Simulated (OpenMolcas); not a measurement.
**A ladder of methods for CH4OZn (SMILES [CH3][Zn][OH])**

CH4OZn has 7 atoms, charge 0, and is taken as a singlet. As SMILES, `[CH3][Zn][OH]`. The shape is that of a PBE0-D4/def2-TZVP optimisation.

Each level gives the HOMO–LUMO gap (eV). The values are calculated.

```
         level             kind     program  value (eV)
 SVWN5/cc-pVDZ              LDA  OpenMolcas        5.11
   PBE/cc-pVDZ              GGA  OpenMolcas        5.04
 M06-L/cc-pVDZ         meta-GGA  OpenMolcas        5.78
  TPSS/cc-pVDZ         meta-GGA  OpenMolcas        5.28
 B3LYP/cc-pVDZ    global hybrid  OpenMolcas        6.82
 BHLYP/cc-pVDZ    global hybrid  OpenMolcas        9.40
M06-2X/cc-pVDZ  hybrid meta-GGA  OpenMolcas        9.26
  PBE0/cc-pVDZ    global hybrid  OpenMolcas        7.41
```

The values span 5.04 to 9.40 eV. Orbital gaps aren't excitation energies; they tend to grow with the share of exact exchange.

Every hybrid gives a wider gap than every semilocal functional, with the break falling between M06-L at 5.78 eV and B3LYP at 6.82 eV. The order within each group is less regular: PBE lies slightly below SVWN5, and M06-2X falls just short of BHLYP although it contains somewhat more exact exchange. The main split probably arises because nonlocal exchange lowers the occupied levels while leaving the empty ones less stabilised than a local potential does.

A sizeable gap at every level fits the chemistry of Zn(II), whose filled 3d shell leaves no low-lying d hole to accept an electron. The highest occupied orbital is probably Zn–C σ bonding or an oxygen lone pair, and the lowest empty one mainly Zn 4s/4p with antibonding character towards the ligands. The gaps alone can't confirm this assignment, nor can they show whether the functionals differ mainly in the occupied or the empty level.
